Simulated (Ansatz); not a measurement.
**Calibrating MP2/def2-TZVPP on molecular compounds of Ge**

The vertical ionisation energy (cation less neutral) in eV of 7 molecular compounds of Ge: x at MP2/def2-TZVPP, y at CCSD(T)/def2-TZVPP. Shapes, held fixed at every level: PBE0-D4/def2-TZVP. Flexible molecules stand in one conformer, not always the lowest. Programs: Ansatz 0.2.0.

```
                     molecule  x (eV)  y (eV)
                  Ge(CH3)(OH)    8.93    8.95
                      GeH(SH)    9.36    9.38
                      Ge(SH)F    9.96    9.89
CH4GeO2 (SMILES C[O][Ge][OH])   10.16       ?
                      Ge(OH)2   10.36   10.42
                     Ge(OH)Cl   10.48   10.43
                      Ge(OH)F   10.94   10.97
```

Q: Fit y = c + s·x to the known rows and predict y for CH4GeO2.

A: 
1. Means of the 6 rows: x = 10.0050, y = 10.007.
2. Σ(Δx)² = 2.7996, Σ(Δx·Δy) = 2.7939, so the slope is 2.7939/2.7996 = 0.99796.
3. Intercept: 10.007 − (0.99796) × 10.0050 = 0.022. The largest residual of the fit is 0.072.
4. CH4GeO2: 0.022 + 0.99796 × 10.16 = 10.16 eV.

CCSD(T)/def2-TZVPP gives 10.20 eV, so the prediction is off by -0.04 eV, within the largest residual. Uncorrected, MP2/def2-TZVPP misses it by -0.04 eV, and the other rows by 0.04 on average. The line doesn't help this one. Left out in turn, the other rows are missed by 0.06 eV on average, worse than no correction. Cations run unrestricted. Relativity is left out for Ge. Outer-core shells of Ge are correlated, in sets that cover them unevenly.

Both methods put the seven germylenes in the same order, with ionisation hardest where germanium carries the most electron-withdrawing groups. Among the hydroxy compounds, CCSD(T) rises from 8.95 eV with methyl to 10.97 eV with fluorine. The electron probably leaves the s-rich lone pair on germanium, which electronegative substituents stabilise by drawing charge through the σ bonds. Chlorine and hydroxyl come out almost equal, which suggests that π donation from oxygen offsets part of its stronger σ withdrawal.

The fit fails to help because the MP2 error changes sign rather than growing with the ionisation energy. MP2 lies too high only for Ge(SH)F and Ge(OH)Cl, and slightly too low elsewhere. Both contain a third-row ligand atom, but GeH(SH) does too and breaks the pattern, so the presence of sulfur or chlorine alone doesn't explain it. A line this close to identity can't remove such substituent-specific scatter. The energy differences alone don't establish which orbital is ionised.
